**Tin at three prices**

Tin has many ways to arrange its atoms at nearly the same energy. In the PBEsol calculation below, structures with four, six and twelve near neighbours lie within 40 meV per atom of one another, which is about 4 kJ/mol. The problem is to find out when a new arrangement is cheap and when it is expensive.

The column "over lowest" gives the energy $E$ of each structure above the lowest one, and "volume per atom" gives the space $V$ that each atom takes up. Three energies are to be predicted.

Structures of tin (Sn), computed with Ansatz 0.2.0 using plane-wave PAW DFT with the PBEsol functional, scalar-relativistic and without spin polarization, with a cutoff of 420 eV and Gaussian smearing of 0.1 eV. Cell and atoms were relaxed, and energies are relative to the lowest computed structure.

| found from | space group number | atoms in cell | volume per atom (Å³) | over lowest (meV/atom) |
| --- | --- | --- | --- | --- |
| database cell | 141 | 2 | 26.88 | 0.0 |
| Sn type | 191 | 1 | 26.87 | 2.0 |
| database cell | 139 | 1 | 26.20 | 19.0 |
| Mg type | 194 | 2 | 26.24 | 21.0 |
| database cell | 139 | 1 | 26.40 | 23.0 |
| database cell | 139 | 1 | 26.45 | 24.0 |
| La type | 194 | 4 | 26.38 | 25.0 |
| Sm type | 166 | 3 | 26.38 | 26.0 |
| database cell | 227 | 2 | 34.97 | 28.0 |
| database cell | 229 | 1 | 26.05 | 29.0 |
| Ti type | 191 | 3 | 26.29 | 33.0 |
| Ca type | 221 | 1 | 27.85 | 39.0 |
| changed type | 69 | 2 | 26.99 | 45.0 |
| W type | 223 | 8 | 26.95 | ? |
| B type | 166 | 12 | 36.06 | ? |
| changed type | 194 | 4 | 32.38 | ? |

Some rows are familiar structures. The first is β-tin, the ordinary white metal, and the Sn type below it is simple hexagonal. The two differ by less than the numerical tolerance of 4 meV/atom, so they share the lowest place. Space group 227 is diamond, the structure of grey tin, and the Ca type is simple cubic.

**(a) Simple cubic and diamond both take more space than β-tin. What does that space cost, and why does diamond pay so little?**

*Solution.* In a metal, the valence electrons hold each atom to many neighbours at once. If the structure is opened up, some neighbours are lost or move away, and binding energy goes with them. Empty space should therefore cost energy unless the remaining bonds become stronger in return.

Simple cubic fits this picture. It is looser than the close-packed structures, represented here by the Mg, La and Sm types, and it lies about 15 meV/atom above their mean. These three differ by at most 5 meV/atom, about the numerical tolerance, so their order means little.

The rule isn't strict, though. β-tin and simple hexagonal are also slightly looser than the close-packed types, yet they lie more than 20 meV/atom below the same mean. A small difference in volume therefore doesn't settle the order.

Diamond departs from the rule on a far larger scale. It needs 30 % more volume than β-tin, yet it costs only 28 meV/atom. The standard explanation is that a tin atom has four valence electrons and diamond offers it four neighbours. Each electron can take part in a strong two-electron bond, the bonding states are filled, and the states that would weaken the bonds stay almost entirely empty. The strength of these bonds repays most of what the lost neighbours cost.

Real tin goes further, since in the cold it prefers diamond to β-tin. The calculation puts the two in the opposite order. It leaves out spin-orbit coupling, and its atomic datasets were made for another functional, so the error can't simply be charged to PBEsol. Zero-point motion is missing too, but it should favour the softer β-tin and so wouldn't mend the order. The error doesn't weaken the argument, because in nature the repayment is more complete still.

**(b) Predict the energies of the W type, the B type and the hexagonal "changed type" cell with space group 194.**

*Solution.* The first step is to ask whether special bonds could repay the space. The B type is built of linked icosahedra, a framework that suits boron with its three valence electrons. Tin brings a fourth, which should have to enter states that bind less well or even oppose binding. Theory thus gives no reason to expect the discount that diamond enjoys.

The simplest price for unrepaid space is a fixed amount per unit of volume:

$$E = E_0 + k\,(V - V_0)$$

Here $E_0$ and $V_0$ describe a compact starting structure, and $k$ is the price per cubic ångström. Simple cubic sets $k$, but the starting point is open to choice. The mean of the three close-packed types gives about 10 meV/Å³, and the mean of the two lowest structures gives about 39 meV/Å³. Diamond had no part in setting either line, and it lies far below both, as a structure with repaid space should.

For the B type, the line from the close-packed mean gives

$$E = 24 + 9.9\,(36.06 - 26.33) \approx 120\ \text{meV/atom}.$$

The line from the lowest pair gives

$$E = 1 + 39\,(36.06 - 26.88) \approx 359\ \text{meV/atom}.$$

The two differ by a factor of three, and nothing in the known rows decides between them. The forecast is their geometric mean, $\sqrt{120 \times 359} \approx 208$ meV/atom. Since the price rests on a single structure and is carried far beyond it, an error of a factor of two either way is a fair judgement. The range is then 104 to 415 meV/atom.

The hexagonal cell relaxed away from the structure in which it started, so its bonding is uncertain. The same two lines give 84 and 216, and hence a forecast of 134 meV/atom with a range of 67 to 269. If the cell is really a network of tetrahedral bonds, it should fall near diamond instead, below this range.

The W type, also called A15, is a dense structure whose atoms have twelve or more neighbours. It resembles close packing, so only the first line applies. That line gives about 30 meV/atom, with a range of 15 to 60.

**(c) Compare the forecasts with the computed energies. What survives of the picture?**

*Solution.*

The withheld rows as computed:

| found from | space group number | atoms in cell | volume per atom (Å³) | over lowest (meV/atom) |
| --- | --- | --- | --- | --- |
| W type | 223 | 8 | 26.95 | 94.0 |
| B type | 166 | 12 | 36.06 | 230.0 |
| changed type | 194 | 4 | 32.38 | 310.0 |

The B type comes out at 230 meV/atom, close to the forecast of 208. The other two forecasts fail. The W type costs 94 meV/atom, three times its forecast, and the hexagonal cell costs 310, more than twice its forecast. Both lie above their ranges.

The W type shows most clearly what the model lacks. Its volume per atom is almost the same as that of β-tin, 26.95 against 26.88 Å³, yet the two are 94 meV/atom apart. Empty space can't account for this difference, because there is hardly any. The way in which the neighbours are arranged must matter by itself. A known row had already given a warning: the "changed type" structure with space group 69 also has nearly the volume of β-tin, and it costs 45 meV/atom.

It was therefore a mistake to treat a large number of neighbours as a guarantee of a low price. In a metal such as tin, the energies of the $s$ and $p$ electrons depend on the directions and distances of the neighbours as well as on their number. The A15 arrangement probably suits these electrons poorly, but energies and volumes don't reveal which feature of it is to blame.

The hexagonal cell makes the same point among the spacious structures. It takes 10 % less volume than the B type and still lies 80 meV/atom higher, whereas the model put the two in the opposite order. Its high energy also speaks against a network of good tetrahedral bonds.

A plausible guess is that it consists of flat honeycomb layers, as in graphite, which would fit its space group and its four atoms per cell. Each atom would then have three strong bonds in the layer. The fourth electron would be left mainly to sideways bonding, which is effective in carbon but weak between atoms as large as tin, and to contacts between the layers. The layers couldn't be as separate as in graphite, where the spacing is more than twice the bond length. With bonds of about 2.8 Å, as in the computed diamond structure, the volume leaves only about 3.1 Å from one layer to the next, so neighbouring layers would also bind to each other. The relaxation kept the symmetry of the starting cell, so such layers would also have been prevented from buckling towards a better shape.

The hexagonal cell costs more than either line gives, and the choice of simple cubic may be part of the reason. In simple cubic, the six neighbours lie along the axes of the three $p$ orbitals, so it too has well-directed bonds. If these repay part of its extra space, a price taken from it is too low for structures without that advantage. This reading is argued from bonding theory and came after the result. The B type doesn't test it, because its energy falls between the two lines. Nor can the reading explain the W type, which has too little extra space for the price to matter much. A further caution is that all relaxations kept the symmetry of the start and no vibrations were computed, so some of the structures, perhaps simple cubic among them, might lower their energy by distorting.

The good forecast for the B type deserves modest weight, since it is a compromise between two lines that are themselves far apart. The idea that space has a price still does better than the assumption that tin hardly cares about its structure. That assumption, tested as the plain mean of the thirteen known rows, gives 24 meV/atom for each of the three. It is too low by about 200 meV/atom for the B type and by nearly 290 for the hexagonal cell. For the W type the two approaches fail almost equally. The line starts from the close-packed mean, which happens to equal the plain mean, and adds little for so small an extra volume.

The order of the table held a clue that the forecasts left unused. The known rows run from low to high energy and the three unknown ones come last, which suggested that none of them would lie below 45 meV/atom and that the hexagonal cell would cost at least as much as the B type. The first hint favoured the upper end of the range for the W type, though even the top of that range was too low. The second contradicted the order of the forecasts.

For a further tin structure, the first question is thus whether each atom can form four tetrahedral bonds. If it can, even a very open structure may be cheap, as diamond shows. If it can't, much extra space is likely to be expensive, but the volume alone doesn't tell how expensive, and a small volume is no promise of a low energy. The printed output after this text contains both lines, the forecasts with their ranges and the comparison with the plain mean.

Output of the analysis:

```
Mean energy of the hcp, La and Sm types in meV/atom: 24
Slope from the close-packed mean to simple cubic in meV per cubic angstrom: 9.89
Slope from the lowest pair to simple cubic in meV per cubic angstrom: 38.97
Volume of diamond over beta-Sn in percent: 30.1
Diamond by the close-packed line in meV/atom: 109.4
Diamond by the lowest-pair line in meV/atom: 316.5
B type by both lines in meV/atom: 120.2, 359
Hexagonal cell by both lines in meV/atom: 83.8, 215.6
W type forecast with low and high end in meV/atom: 30.1, 15.05, 60.2
B type forecast with low and high end in meV/atom: 207.7, 103.9, 415.4
Hexagonal cell forecast with low and high end in meV/atom: 134.4, 67.2, 268.8
fit of result_over_lowest on 13 rows: constant 24.15 +/- 3.5; rms 12.1, worst database cell 24.2, leave-one-out rms 13.1
  rows outside the fit (model, value, miss): W type 24.15, 94, -69.8; B type 24.15, 230, -206; changed type 24.15, 310, -286
Computed W type, B type and hexagonal cell in meV/atom: 94, 230, 310
Forecast less computed for the same three in meV/atom: -63.9, -22.28, -175.6
Computed over forecast for the same three: 3.123, 1.107, 2.307
```
